# Lloyd's formula in the KKR method

**Student.** I put the Fermi level of silicon in the gap, integrate the KKR Green function over the cell, and get fewer than eight valence electrons. Lloyd's formula is said to give exactly eight from the same $t$-matrices and structure constants. I don't see how the same ingredients can give a better count.

**Lecturer.** Then we derive it and see what it counts. I use Rydberg units, $\hbar=2m=1$, lengths in bohr, and count per spin.

## Premises

**Lecturer.** (i) Independent, non-relativistic electrons, $H=H_0+V$, with $H_0=-\nabla^2$ and $V=\sum_n v_n$ independent of energy. (ii) Each $v_n$ is real, spherical about $\mathbf R_n$, zero beyond a radius $S_n$, with $\int r|v_n|\,dr<\infty$, which admits $-2Z/r$. The spheres don't overlap, and the constant between them is the energy zero. (iii) Each $v_n$ acts only on partial waves $l\le l_{\max}$ about its centre, so it stands for $P_nv_nP_n$ with $P_n$ the projector on them.

Conventions: $G(z)=(z-H)^{-1}$, $\kappa=\sqrt z$ with $\operatorname{Im}\kappa\ge0$, $h_l=j_l+iy_l$, real harmonics $Y_L$ with $L=(l,m)$, and $j_L(\mathbf r)=j_l(\kappa r)Y_L(\hat{\mathbf r})$. The free Green function is
$$G_0(\mathbf r,\mathbf r')=-\frac{e^{i\kappa|\mathbf r-\mathbf r'|}}{4\pi|\mathbf r-\mathbf r'|}=-i\kappa\sum_L j_l(\kappa r_<)h_l(\kappa r_>)Y_L(\hat{\mathbf r})Y_L(\hat{\mathbf r}').\tag{1}$$

**Student.** Premise (iii) looks like the approximation I am complaining about, moved to the front.

**Lecturer.** It is moved there on purpose. The projected potential is Hermitian, so it defines a proper Hamiltonian with its own bands, and everything below is exact for that Hamiltonian. It also makes the traces finite.

## Step 1: a determinant counts states

**Lecturer.** The density of states is $n(E)=-\frac1\pi\operatorname{Im}\operatorname{Tr}G(E+i0)$, since $-\frac1\pi\operatorname{Im}(E+i0-\varepsilon)^{-1}=\delta(E-\varepsilon)$. From $z-H=(z-H_0)(1-G_0V)$ we have $G=(1-G_0V)^{-1}G_0$, hence $G-G_0=(1-G_0V)^{-1}G_0VG_0$. Define $D(z)=\det(1-G_0V)$. With $d\ln\det A=\operatorname{Tr}A^{-1}dA$ and $dG_0/dz=-G_0^2$,
$$\frac{d\ln D}{dz}=\operatorname{Tr}\left[(1-G_0V)^{-1}G_0^2V\right]=\operatorname{Tr}(G-G_0).\tag{2}$$
For the last equality, cycle one $G_0$ in $\operatorname{Tr}(G-G_0)$ to the front, use $(1-G_0V)^{-1}G_0V=G_0V(1-G_0V)^{-1}$, and cycle the inverse to the front. As $E\to-\infty$, $G_0\to0$ and $D\to1$. Integrating (2) from there,
$$N(E)=N_0(E)-\frac1\pi\operatorname{Im}\ln D(E+i0),\tag{3}$$
where $N$ and $N_0$ are the numbers of states of $H$ and $H_0$ below $E$, and the logarithm is continued from $\ln D(-\infty)=0$ through the upper half plane.

**Student.** Could the path matter?

**Lecturer.** No. A zero of $D$ is an eigenvalue of $H$, a singularity lies in the spectrum of $H_0$, and both are real. So $\ln D$ is analytic and single-valued for $\operatorname{Im}z>0$. For a discrete spectrum $D=\prod_i(z-\varepsilon_i)/(z-\varepsilon_i^0)$. The phase of $z-\varepsilon_i$ drops from $\pi$ to $0$ as $E$ passes $\varepsilon_i$, which adds one to (3). That confirms the sign.

## Step 2: splitting off the single sites

**Lecturer.** Let $\chi_n$ restrict a function to sphere $n$ and to $l\le l_{\max}$, so that $V=\chi^\dagger v\chi$ with $v=\operatorname{diag}(v_n)$. By $\det(1-AB)=\det(1-BA)$, $D=\det(1-\chi G_0\chi^\dagger v)$, a determinant with blocks labelled by sites. Split $\chi G_0\chi^\dagger=G_d+G_o$ into site-diagonal and off-diagonal blocks, and define the single-site operator $\hat t=v(1-G_dv)^{-1}$. Multiplying out shows
$$1-(G_d+G_o)v=(1-G_o\hat t)(1-G_dv),$$
$$D=\det(1-G_o\hat t)\prod_n\det(1-G_dv_n).\tag{4}$$

## Step 3: the multiple-scattering factor

**Lecturer.** For $n\ne m$ we need $G_0$ at the separation $\mathbf R+\mathbf s$, with $\mathbf R=\mathbf R_n-\mathbf R_m$, $\mathbf s=\mathbf r-\mathbf r'$, and $\mathbf r,\mathbf r'$ measured from the two centres. Non-overlap gives $s\le r+r'<R$. Equation (1) applied to $\mathbf R$ and $-\mathbf s$ gives $-i\kappa\sum_{L''}(-1)^{l''}h_{l''}(\kappa R)Y_{L''}(\hat{\mathbf R})j_{L''}(\mathbf s)$. Now write $j_{L''}(\mathbf s)=(4\pi i^{l''})^{-1}\int d\hat{\mathbf q}\,e^{i\kappa\hat{\mathbf q}\cdot\mathbf s}Y_{L''}(\hat{\mathbf q})$ and expand $e^{i\kappa\hat{\mathbf q}\cdot\mathbf r}$ and $e^{-i\kappa\hat{\mathbf q}\cdot\mathbf r'}$ in partial waves. With $C_{LL'L''}=\int Y_LY_{L'}Y_{L''}d\hat{\mathbf q}$ and $(-1)^{l''}i^{-l''}=i^{l''}$,
$$G_0=\sum_{LL'}j_L(\mathbf r)\,g^{nm}_{LL'}\,j_{L'}(\mathbf r'),\qquad g^{nm}_{LL'}=-4\pi i\kappa\sum_{L''}i^{\,l-l'+l''}C_{LL'L''}h_{l''}(\kappa R)Y_{L''}(\hat{\mathbf R}),\tag{5}$$
and we set $g^{nn}=0$. So $G_o=JgJ^{T}$, where the columns of $J$ are the functions $j_L$ in each sphere. Cycling again,
$$\det(1-JgJ^T\hat t)=\det(1-tg),\qquad t=J^T\hat tJ.\tag{6}$$

**Student.** So only the on-shell $t$ survives, and that hangs on (5) being separable.

**Lecturer.** Yes, and so on non-overlap. The matrix in (6) is finite, $(l_{\max}+1)^2$ rows per site. To identify $t$, take the scattering solution $R=(1-G_dv)^{-1}j$, for which $vR=\hat tj$. Then $t$ is diagonal, $t_l=\int_0^S r^2j_lvR_l\,dr$, and (1) gives $R_l=j_l-i\kappa t_lh_l$ for $r\ge S$. For real $E>0$ this must be proportional to the real function $\cos\delta_l\,j_l-\sin\delta_l\,y_l$. Matching coefficients,
$$R_l=e^{i\delta_l}(\cos\delta_l\,j_l-\sin\delta_l\,y_l),\quad t_l=-\frac{\sin\delta_l\,e^{i\delta_l}}\kappa,\quad t_l^{-1}=-\kappa\cot\delta_l+i\kappa.\tag{7}$$

## Step 4: the single-site factor

**Lecturer.** Define $\alpha_l(z)=\lim_{r\to0}R_l(r)/j_l(\kappa r)$. The claim is that each channel $L$ contributes $1/\alpha_l$ to $\det(1-G_dv)$.

**Student.** One side is an infinite determinant over $r$, the other a value at the origin. Why should they be equal?

**Lecturer.** Scale $v\to\lambda v$ and show that both obey the same equation in $\lambda$. Let $H_l$ be the solution equal to $h_l$ for $r\ge S$, behaving as $f_l\,h_l(\kappa r)$ at the origin, and let $\phi_l=R_l/\alpha_l$, which behaves as $j_l$ there. With $W[a,b]=ab'-a'b$, the free value is $r^2W[j_l,h_l]=i/\kappa$. The quantity $r^2W[R_l,H_l]$ is constant in $r$. Outside it is $i/\kappa$, because $W[h_l,h_l]=0$, and at the origin it is $\alpha_lf_l\,i/\kappa$. Hence $f_l=1/\alpha_l$; it is the Jost function. The single-site radial Green function is $-i\kappa R_l(r_<)H_l(r_>)$, since it has the right boundary behaviour and the Wronskian of (1). For the channel determinant $d_l(\lambda)$,
$$\frac{d\ln d_l}{d\lambda}=-\operatorname{Tr}\left[(1-\lambda G_dv)^{-1}G_dv\right]_L=i\kappa\int_0^Sr^2vR_lH_l\,dr.$$
For $f_l$, take $\phi_l$ at coupling $\lambda$ and $H_l$ at $\lambda'$. The two radial equations give $(r^2W[\phi_l,H_l])'=(\lambda'-\lambda)r^2v\phi_lH_l$. At $r=S$ the function $H_l$ doesn't depend on the coupling, so $r^2W=f_l(\lambda)\,i/\kappa$. At the origin $r^2W=f_l(\lambda')\,i/\kappa$. Integrating and letting $\lambda'\to\lambda$ gives $df_l/d\lambda=i\kappa\int r^2v\phi_lH_l\,dr$. Divide by $f_l$ and use $\phi_l/f_l=R_l$: it is the same equation. Both functions equal 1 at $\lambda=0$, and neither vanishes for $\operatorname{Im}z>0$, so
$$\det(1-G_dv_n)=\prod_{l\le l_{\max}}\alpha_l^{-(2l+1)}=\frac1{\det\alpha_n}.\tag{8}$$
For $E>0$, $\phi_l$ is real, so (7) makes the phase of $\alpha_l$ equal to $\delta_l$ up to a multiple of $\pi$, which fixes the branch of $\delta_l$. One site alone gives $\sum_l(2l+1)\delta_l/\pi$, the Friedel sum. For the well $v=-V_0$, $q^2=z+V_0$, you can confirm $1/\alpha_0=e^{i\kappa S}[\cos qS-i(\kappa/q)\sin qS]$.

## The result

**Lecturer.** Insert (4), (6) and (8) in (3):
$$N(E)=N_0(E)+\frac1\pi\operatorname{Im}\ln\det\alpha-\frac1\pi\operatorname{Im}\ln\det[1-tg].\tag{9}$$
Both logarithms vanish at $E\to-\infty$. Both are analytic for $\operatorname{Im}z>0$: $1/\det\alpha$ is the $D$ of the isolated sites, and $\det[1-tg]=D\det\alpha$.

In a crystal, work at fixed Bloch vector $\mathbf k$, with sites $\mathbf s_\mu$ in one cell of volume $\Omega$. There $G_0$ becomes a lattice sum of (1). Every term but the on-site one has the form (5), so steps 2 to 4 repeat with
$$g^{\mu\nu}(\mathbf k)={\sum_{\mathbf T}}'e^{-i\mathbf k\cdot\mathbf T}g(\mathbf T+\mathbf s_\mu-\mathbf s_\nu),$$
the prime dropping zero separation. The sum converges exponentially for $\operatorname{Im}\kappa>0$, and Ewald's splitting continues it to the real axis. Then
$$N(\mathbf k,E)=N_0(\mathbf k,E)+\frac1\pi\operatorname{Im}\ln\det\alpha-\frac1\pi\operatorname{Im}\ln\det[1-tg(\mathbf k)],\tag{10}$$
where $N_0(\mathbf k,E)$ counts reciprocal vectors with $|\mathbf k+\mathbf G|^2<E$. The count per cell is the zone average of (10), in which $\langle N_0\rangle=\frac{\Omega}{(2\pi)^3}\frac{4\pi}3\kappa^3=\Omega\kappa^3/6\pi^2$.

**Student.** Is there a case I can check in closed form?

**Lecturer.** A chain of potentials $\lambda\delta(x-n)$ with unit spacing. There $G_0=e^{i\kappa|x|}/2i\kappa$, $\alpha=(1-\lambda/2i\kappa)^{-1}$, $t=\lambda\alpha$, and a geometric series gives $g(k)=\sin\kappa/[2\kappa(\cos k-\cos\kappa)]-1/2i\kappa$. Then $(1-tg)/\alpha=(\cos k-\cos K)/(\cos k-\cos\kappa)$ with $\cos K=\cos\kappa+\lambda\sin\kappa/2\kappa$. The zone average of $\ln(\cos k-\cos K)$ is $\ln(-e^{-iK}/2)$ for $\operatorname{Im}K>0$. With $N_0=\operatorname{Re}\kappa/\pi$ the total is $N=\operatorname{Re}K/\pi$, the Kronig-Penney count, an integer in every gap.

## The form with $t^{-1}-g$

**Student.** The version I know has no $\alpha$, only the KKR matrix $t^{-1}-g$.

**Lecturer.** That is the form that goes back to Lloyd (1967). Write $\det[1-tg]=\det t\,\det[t^{-1}-g]$ in (9):
$$N=N_0-\frac1\pi\operatorname{Im}\ln\det[t^{-1}-g]+\frac1\pi\operatorname{Im}\ln\det(\alpha t^{-1}).\tag{11}$$
Now $t_l/\alpha_l=\int_0^Sr^2j_lv\phi_l\,dr$. Both $j_l$ and $\phi_l$ are $\kappa^l$ times an entire function of $z$ that is real on the real axis, so $t_l/\alpha_l$ is $z^l$ times such a function. On the real axis the last term of (11) is therefore an integer, the same for every $\mathbf k$, and
$$N(E)=N_0(E)-\frac1\pi\operatorname{Im}\ln\det[t^{-1}-g]\pmod 1.\tag{12}$$

**Student.** Modulo one is useless when I want to tell eight electrons from ten.

**Lecturer.** It needs bookkeeping. The dropped integer jumps by $2l+1$ where $\delta_l$ crosses a multiple of $\pi$. There $t_l^{-1}$ has a pole, and (12) shows a step that belongs to no state. Off the axis it is worse, because $t_l$ can vanish at complex $z$. For the well, $t_0/\alpha_0=\cos qS\sin\kappa S/\kappa-\sin qS\cos\kappa S/q$. To first order in $V_0$ this is $-V_0(2\kappa S-\sin2\kappa S)/4\kappa^3$, which vanishes where $\sin w=w$, $w=2\kappa S$, first at $w=7.50+2.77i$. That $z$ lies in the upper half plane. The logarithm in (12) has a branch point there, which cancels only in the sum (11). So (12) is a real-axis statement and (9) is the one to continue.

**Student.** Why must I continue it at all?

**Lecturer.** Because on the axis the integrand of the zone average is a staircase. Write $N=\operatorname{Im}F(E+i0)$ with $F=i\Omega\kappa^3/6\pi^2+\frac1\pi\ln\det\alpha-\frac1\pi\langle\ln\det[1-tg]\rangle$. With the Fermi function $f$ and $k_B=1$, partial integration gives $N(\mu,T)=\int(-f')N\,dE$. The function $-f'$ has double poles $-T/(z-z_j)^2$ at $z_j=\mu+i(2j-1)\pi T$ and period $2\pi iT$. Shifting the line up by $J$ periods and collecting residues,
$$N(\mu,T)=\operatorname{Im}\Big[\int dE\,(-f'(E))F(E+2\pi iJT)-2\pi iT\sum_{j=1}^JF'(z_j)\Big].\tag{13}$$
The shift is allowed only because $F$ is analytic.

## Why a gap gives an integer

**Lecturer.** At fixed $\mathbf k$ both spectra are discrete, so the left side of (10) is the number of bands below $E$ at that $\mathbf k$. You can see it on the right side too. For real $E>0$ away from $|\mathbf k+\mathbf G|^2$, the Bloch Green function $\Omega^{-1}\sum_{\mathbf G}e^{i(\mathbf k+\mathbf G)\cdot(\mathbf r-\mathbf r')}/(E-|\mathbf k+\mathbf G|^2)$ is Hermitian. Removing the on-site term (1), whose anti-Hermitian part is $-i\kappa\sum_Lj_Lj_L$, leaves $g=B+i\kappa$ with $B$ Hermitian. By (7), $t^{-1}-g=-\kappa\cot\delta-B$ is Hermitian, its determinant is real, and every term of (11) is an integer. Zeros of the determinant are band energies and add one each. Poles of $B$ at $|\mathbf k+\mathbf G|^2$ subtract one each and cancel the steps of $N_0(\mathbf k,E)$. In a gap the integer is the same at all $\mathbf k$, so any normalized average returns it, at any $l_{\max}$ for which the gap exists.

**Student.** Then where do my electrons go missing?

**Lecturer.** In the spatial integral. The potential acts on $l\le l_{\max}$, but the Bloch functions still have components $j_L$ with $l>l_{\max}$, sent in by the other sites. They carry norm. Cutting the expansion of $G(\mathbf r,\mathbf r)$ at $l_{\max}$ drops them. The trace in (2) runs over all functions, so (10) keeps them. A second source is any mismatch between the spheres and the cell as the region of integration.

## Silicon

**Lecturer.** Take the lattice constant as approximately 5.43 Å, or $a=10.26$ bohr, so $\Omega=a^3/4=270.0$ bohr$^3$ and $(2\pi/a)^2=0.375$ Ry. The cell has 28 electrons. A non-magnetic insulator then has 14 filled bands per spin, of which the $1s,2s,2p$ cores of two atoms take 10. I count from an energy $E_B<0$ between core and valence states, where $N_0=0$ and (10) gives 10, so the valence count in the gap is 4 per spin. The formula guarantees an integer, and the potential decides that it is this one.

The position of the gap above the interstitial zero depends on the construction of the potential. As an illustrative input put midgap at $E_F=0.80$ Ry. For the width use the measured gap, 1.12 eV at 300 K as listed by Dahvyd Wing (2021), which is 0.0823 Ry. A model potential has its own gap, so this value only sets the size of the window. Call $\Delta$ the change of the two logarithmic terms since $E_B$. It must equal $4-N_0$. Zone-averaged:

| $E$ (Ry) | $\langle N_0\rangle$ | $\langle\Delta\rangle$ |
|---|---|---|
| 0.7588 (valence edge) | 3.01 | 0.99 |
| 0.80 | 3.26 | 0.74 |
| 0.8412 (conduction edge) | 3.52 | 0.48 |

Across the gap the free term grows by 0.50 per spin, about 1.0 electron per cell, and the poles of $g(\mathbf k)$ remove just that.

**Student.** You obtained $\Delta$ by subtraction. What did I learn?

**Lecturer.** The size of the cancellation, and a trap. Resolve it by $\mathbf k$ on the $\Gamma$-centred $2\times2\times2$ mesh, which has one $\Gamma$, three $X$ and four $L$ points. In units of $(2\pi/a)^2$, $E_F=2.13$. The free levels are 0 (once) and then 3 at $\Gamma$; 1 (twice), 2 (four times) and then 5 at $X$; 0.75 (twice) and then 2.75 at $L$.

| point | weight | $N_0(\mathbf k)$ | $\Delta(\mathbf k)$ |
|---|---|---|---|
| $\Gamma$ | 1/8 | 1 | 3 |
| $X$ | 3/8 | 6 | $-2$ |
| $L$ | 4/8 | 2 | 2 |
| mesh average | | 3.375 | 0.625 |

The averages add to 4, so two spins give exactly 8 on eight points. But combine the mesh value 0.625 with the continuum value 3.26 and you get 3.89 per spin, 7.78 electrons. Near the real axis $N_0$ must be counted on the same mesh as the determinant. By Poisson summation the mismatch is a sum of terms $e^{i\kappa|\mathbf L|}$ over the supercell translations $\mathbf L$ of the mesh, so the continuum term in (13) is safe only when $|\mathbf L|\operatorname{Im}\kappa\gg1$ at every $z$ used. At 300 K the first pole lies only $\pi k_BT=6.0$ mRy above the axis.

**Student.** And how large is the loss in my truncated Green function?

**Lecturer.** A free wave gives the scale. Divide the cell among two atoms and two empty spheres of equal volume $\Omega/4$, radius 2.53 bohr, so $x=\kappa S=2.26$ at $E_F$. From $\int_0^xj_l^2u^2du=\frac{x^3}2(j_l^2-j_{l-1}j_{l+1})$, channel $l$ holds the fraction $\frac32(2l+1)(j_l^2-j_{l-1}j_{l+1})$ of the norm of a plane wave in the sphere. The part above $l_{\max}=2$ is 1.9%, and above $l_{\max}=3$ it is 0.13%. Applied to all eight electrons that is 0.15 and 0.01. For free waves these overestimate, since lower energies lose less, and true Bloch states differ, so take only the order. In a metal such a loss shifts $E_F$ slightly. Here the gap has no states to make it up, and imposing neutrality pushes $E_F$ into the conduction band.

**Student.** With (13) I have a temperature. Is it still eight?

**Lecturer.** Up to thermal carriers. At 300 K, $k_BT=0.02585$ eV, and with $\mu$ at midgap the edges are $0.56/0.02585=21.66$ thermal energies away, so $e^{-21.66}=3.9\times10^{-10}$. Each valence state is empty with at most this probability, which bounds the holes by $8\times3.9\times10^{-10}=3.1\times10^{-9}$ per cell. The conduction electrons obey the same bound if the states above the edge, weighted by $e^{-(E-E_c)/k_BT}$, number fewer than eight per cell. The departure from 8 is the difference of the two.

## Range of validity

**Lecturer.** Equations (9) and (10) are exact for the Hamiltonian of the premises, at real $E+i0$ and as analytic functions above the axis. The limits are these.

1. *Shape.* Touching spheres fill $\pi\sqrt3/16=0.34$ of the diamond cell, and 0.68 with the two empty spheres, so a muffin-tin form is crude for the bands of silicon. The integer needs only that the model has the gap. A non-spherical potential inside a sphere makes $t$ and $\alpha$ full matrices. For overlapping spheres or space-filling cells the condition $r+r'<R$ behind (5) can fail, and the proof above doesn't cover them.
2. *Cutoff.* $l_{\max}$ changes the band energies, not the integer. At large $l$, $-i\kappa j_lh_l\approx-[1+2zr^2/((2l-1)(2l+3))]/((2l+1)r)$, so to first order in $v$ the term $(2l+1)\ln\alpha_l$ tends to a real constant plus a real multiple of $z/l^2$. The real part of $\ln\det\alpha$ diverges with $l_{\max}$, and at complex $z$ the imaginary part has a $1/l_{\max}$ tail. A term $cz$ with real $c$ drops out of (13), where the line gives $2\pi JTc$ and the poles give $-2\pi JTc$.
3. *Branch.* A computed determinant gives its phase modulo $2\pi$, two states per spin. The phase must be followed continuously from $E_B$.
4. *Energy-dependent potentials.* Step 1 used $dV/dz=0$. With a self-energy or an effective medium, (2) gains a term in $dV/dz$ and must be redone.
5. *Spin and relativity.* With spin-orbit coupling the determinant carries spin indices and counts 8 directly. The measured splitting at the valence top, 0.044 eV at 300 K in the Ioffe Institute NSM archive, is 4% of the gap, too small to close it. For a point nucleus the Dirac solutions don't behave as $j_l$ at the origin, so $\alpha$ needs another definition.
6. *Content.* The formula yields a number per cell. It fixes $E_F$ and the normalization of the charge, and says nothing about where in the cell the missing density sits.